Notes on the plane-source assumption in the t^(−1/4) surge law of a Si press-pack diode

1. The law and where the assumption enters

I take a rectangular current pulse of width t and density J, a loss per unit wafer area q = r J² with r the slope resistance times area, and failure when the hottest plane has risen by a fixed ΔT_c (n_i(T) reaching the plasma density, or a contact melting; only the fixed value matters here). I write ΔT = q Z(t), with Z the transient thermal impedance times area, so that J_max² = ΔT_c/(r Z).

For short pulses the heat stays in the wafer of thickness d and volumetric heat capacity C1 = ρc. Then Z = t/(C1 d), and J²t = C1 d ΔT_c/r is constant.

For long pulses the heat diffuses into the molybdenum. A flux q' into a half-space of effusivity e = √(kC) raises its surface by 2q'√(t/π)/e. With a disc on each side q' = q/2, so

Z0 = √(t/π)/e2, e2 = √(k2 C2) of Mo.

Hence J_max ∝ t^(−1/4) and I²t ∝ t^(1/2). The two lines cross at t× = (C1 d)²/(π e2²), which is of the order of d²C1/k1 but smaller.

The step that gives Z0 treats the diode as a sheet of zero thickness lying on the Mo surface. The wafer then stores no heat, needs no internal gradient, and has no temperature step at its contacts. This is the assumption I drop. I keep constant properties, uniform generation q/d in the wafer, equal faces and semi-infinite discs, and size those afterwards.

2. Wafer of finite thickness with a contact resistance

Let x run from the mid-plane, a = d/2, and let R_c be the thermal contact resistance times area of each Si/Mo interface. With Laplace variable s and g = q/d,

C1 s θ = k1 θ'' + g/s.

The even solution is θ = g/(C1 s²) + A cosh(mx), m = √(s C1/k1). Each face looks into the contact in series with the half-space impedance 1/(e2√s), so at x = a

−k1 θ' · (R_c + 1/(e2√s)) = θ.

Solving for A and setting x = 0, the hottest plane, gives

θ(0) = [q/(2a C1 s²)] · [1 − 1/D(u)], D(u) = cosh u + (σ + βu) sinh u,

with u = ma = √(sτ), τ = a²C1/k1, σ = e1/e2, e1 = √(k1 C1), β = R_c k1/a. For large s the term 1/D dies exponentially and the adiabatic line t/(C1 d) is recovered.

Long times are small u. There D = 1 + η with η = σu + (1/2 + β)u² + σu³/6 + …, and 1 − 1/D = η − η² + η³ − … gives

1 − 1/D = σu + (1/2 + β − σ²)u² + σ(σ² − 5/6 − 2β)u³ + O(u⁴).

The prefactor equals (q a/2k1)/(τ s²). The inversions are s^(−3/2) → 2√(t/π), s^(−1) → 1 and s^(−1/2) → 1/√(πt); the u⁴ term is constant in s and contributes nothing for t > 0. With T = t/τ,

Z = (a/2k1) [ 2σ√(T/π) + (1/2 + β − σ²) + σ(σ² − 5/6 − 2β)/√(πT) + O(T^(−3/2)) ].

The first term is Z0, since a/(k1√τ) = 1/e1. The second is the first correction, a constant offset:

R0 = d/(8k1) + R_c/2 − C1 d/(4 e2²).

Each piece can be read directly. d/(8k1) is the parabolic rise from face to mid-plane under uniform generation. R_c/2 is the step at a contact that carries half of q. The negative piece is the heat held back to warm the wafer, which never reaches the Mo surface. As a sanity case, σ = 1 and β = 0 is a slab source in a uniform medium, and R0 = −d/(8k1): spreading the source lowers the peak, as it should. With perfect contact the offset changes sign at σ² = 1/2.

Define ε = R0/Z0 = R0 e2 √(π/t). Keeping two terms,

J_max = J0 (1 + ε)^(−1/2) ≈ J0 (1 − ε/2),

n ≡ d ln(J²t)/d ln t = 1 − 1/[2(1 + ε)] ≈ 1/2 + ε/2,

where J0 is the plane-source current. The relative correction decays only as t^(−1/2).

3. The full inversion

The series is asymptotic, so I want the whole function as a control. The network is passive, and the only singularities lie on the negative real s axis. Put p = sτ and F = Z·(2k1/a). Then dF/dT has the transform (1 − 1/D)/p. Just below the cut u = −iy, p = −y², and D = N − iσ sin y with N = cos y − βy sin y, so Im(1/D) = σ sin y/(N² + σ² sin²y). Wrapping the contour round the cut gives

dF/dT = (2σ/π) ∫₀^∞ w(y) exp(−y²T) dy, w = (sin y/y)/(N² + σ² sin²y).

Integrating from T = 0 turns exp(−y²T) into (1 − exp(−y²T))/y². I split w = 1 + y²h. The 1 yields 2σ√(T/π). The term (2σ/π)∫h dy must be the constant of the series, because the remaining integral vanishes as T → ∞. So

F = 2σ√(T/π) + (1/2 + β − σ²) − (2σ/π) ∫₀^∞ h(y) exp(−y²T) dy, h = (w − 1)/y².

Here h(0) = 5/6 + 2β − σ², which reproduces the third term of the series. The Gaussian cuts the integral off quickly for T above about 1.

4. Inputs

For Si I use k1 = 130 W/(m K), a compiled value (Ioffe Institute), and a typical C1 ≈ 1.63 J/(cm³ K) near room temperature. For Mo I take typical k2 ≈ 138 W/(m K) and C2 ≈ 2.56 J/(cm³ K). The geometry is illustrative for a diode of a few kV: d = 500 µm, discs 2 mm thick. For a dry pressed interface I assume R_c = 100 K cm²/kW, a typical order of magnitude and the least certain input; R_c = 0 stands for an ideally bonded wafer. The electrical inputs are illustrative too: r = 4 mΩ cm², taken as an effective value over the temperature swing, and ΔT_c = 300 K (150 °C to 450 °C).

These give e1 = 1.46 and e2 = 1.88 W s^½/(cm² K), σ = 0.774, σ² = 0.600, τ = 0.784 ms and a/(2k1) = 9.62 K cm²/kW. The dry contact has β = 5.2. Pulses of 1 ms and 10 ms are T = 1.28 and 12.8. The crossing of the two simple lines is at t× = 0.60 ms, against d²C1/k1 = 3.1 ms.

5. Size of the correction

The three pieces of R0, in K cm²/kW, are +4.8 (internal gradient), +50 (dry contact) and −5.8 (stored heat). So R0 = −0.96 for perfect contact and +49.0 for the dry contact. Z in K cm²/kW:

case | 1 ms | 10 ms
adiabatic, t/(C1 d) | 12.3 | 123
plane source, Z0 | 9.49 | 30.0
perfect contact, Z0 + R0 | 8.53 | 29.1
perfect contact, full | 7.75 | 28.8
dry contact, Z0 + R0 | 58.5 | 79.1
dry contact, full | 11.3 | 60.3

Perfect contact. At 10 ms ε = −0.032 and the third term is −0.27 K cm²/kW. The full Z lies 4 % below Z0, and J_max lies 2 % above J0. The plane source works well here because the gradient and storage pieces nearly cancel, Si and Mo having σ² close to 1/2. That is an accident of this material pair; the two pieces separately are 16 % and 19 % of Z0.

Dry contact. At 10 ms ε = 1.63, so the first correction is larger than the leading term. The third term is −12.5 K cm²/kW, and three terms give 67 against the full 60.3, so the series has not settled. The cause is a new time constant, βτ = C1 a R_c = 4.1 ms, with which the wafer discharges through its contacts. The offset R_c/2 only builds up once t is several times that. At 1 ms the two-term value 58.5 exceeds the adiabatic bound 12.3 and is meaningless, while the full value 11.3 shows a wafer that is still nearly adiabatic. The contact has moved the end of the adiabatic regime from t× to a few ms.

From the full inversion at 10 ms, Z0/Z = 0.50. The allowed I²t is half the plane-source value and J_max is 0.71 of J0. In the model's numbers q_max = 5.0 kW/cm² and J_max = 1.1 kA/cm², against J0 = 1.6 kA/cm².

How long would the pulse have to be for ε < 0.1 with this contact? Since ε ∝ t^(−1/2), t > 2.7 s, far beyond the time for which a 2 mm disc is a half-space. Turned round, ε < 0.1 at 10 ms needs R_c < 7.9 K cm²/kW.

6. What happens to the exponent

The local slope from the two integrals at 10 ms with the dry contact is d ln Z/d ln T = 0.48, so n = 0.52 and J_max ∝ t^(−0.24). That is almost the plane-source exponent, with a prefactor in Z off by a factor of two. It is a passing value: the slope is falling from 1 at short times towards the two-term value, which would give n = 0.81 at this ε, and happens to cross 1/2 near 10 ms. A test that compares only neighbouring widths such as 8.3 and 10 ms therefore cannot tell the two pictures apart.

A decade in width can. The ratio J_max(1 ms)/J_max(10 ms) is 1.78 for the plane source, 1.93 for perfect contact and 2.3 for the dry contact. The mean n over the decade is 1/2, 0.43 and 0.27. Some data sheets quote a constant I²√t for scaling to shorter pulses. Anchored at a 10 ms rating, that rule gives a lower 1 ms current than this model does, so within the model it errs on the safe side going down in width.

7. The terms I still neglect

Finite discs. For a constant flux, the first image from the back face of a disc of thickness L changes the surface rise by at most the fraction 2√π ierfc(z), z = L/√(α2 t), where ierfc is the integral of erfc from z to ∞ and the bound is for total reflection. With α2 = k2/C2 = 0.539 cm²/s, z = 2.72 at 10 ms and the fraction is 7×10⁻⁵. At 100 ms z = 0.86 and the first image is 0.27. The half-space is safe at 10 ms and fails within the next decade, so the series in T has almost no window in the dry case.

Hot silicon. Near 600 K typical values are k1 ≈ 65 W/(m K) and C1 ≈ 2.0 J/(cm³ K). I hold e2 fixed, since k2 falls and C2 rises by similar fractions over this range. As a bracket, not a nonlinear solution, I rerun with these constants. The gradient piece becomes +9.6 and the storage piece −7.1 K cm²/kW. For perfect contact R0 = +2.5 and ε = +0.085 at 10 ms. The sign has flipped, so for a bonded wafer I can only say that the offset is within about a tenth of Z0 either way. For the dry contact the full Z at 10 ms moves from 60 to 57, small beside the factor of two.

Where the heat is released. For any symmetric profile the face-to-peak piece of R0 lies between 0 (all at the faces) and d/(4k1) = 9.6 K cm²/kW (all at the mid-plane), that is ±4.8 about the uniform case. This rivals the whole correction for perfect contact and is 8 % of Z for the dry one.

Threshold voltage. With q = V0 J + r J² and a typical V0 ≈ 1 V, the dry-contact J_max at 10 ms drops by 11 % to 1.0 kA/cm². Z is untouched. The current exponent steepens, because d ln q/d ln J = 1.8 in place of 2, to −0.27.

Pulse shape. Ratings refer to a half-sine. Equal I²t means a peak of √2 J, but equal I²t means equal ΔT only in the adiabatic limit. For the plane-source kernel, the half-sine rise at two thirds of the pulse is 1.17 times the end value for the rectangle.

8. Against typical devices

The model's 1.1 kA/cm² rectangular pulse is a 1.6 kA/cm² half-sine peak at equal I²t; the plane source would give 2.2 kA/cm². As typical knowledge, 10 ms surge ratings of few-kV press-pack rectifier diodes work out at about 1 to 1.3 kA/cm² peak, so the model's figure is high by a factor of about 1.2 to 1.6. The threshold voltage and the pulse shape both push it down, ratings sit below destruction, and the absolute value scales as (ΔT_c/r)^(1/2) with both inputs assumed. The ratios do not depend on those two inputs: in this model a bonded wafer follows the plane-source law to a few per cent in current at 10 ms, and a dry contact of 100 K cm²/kW halves the I²t and keeps the wafer close to adiabatic at 1 ms.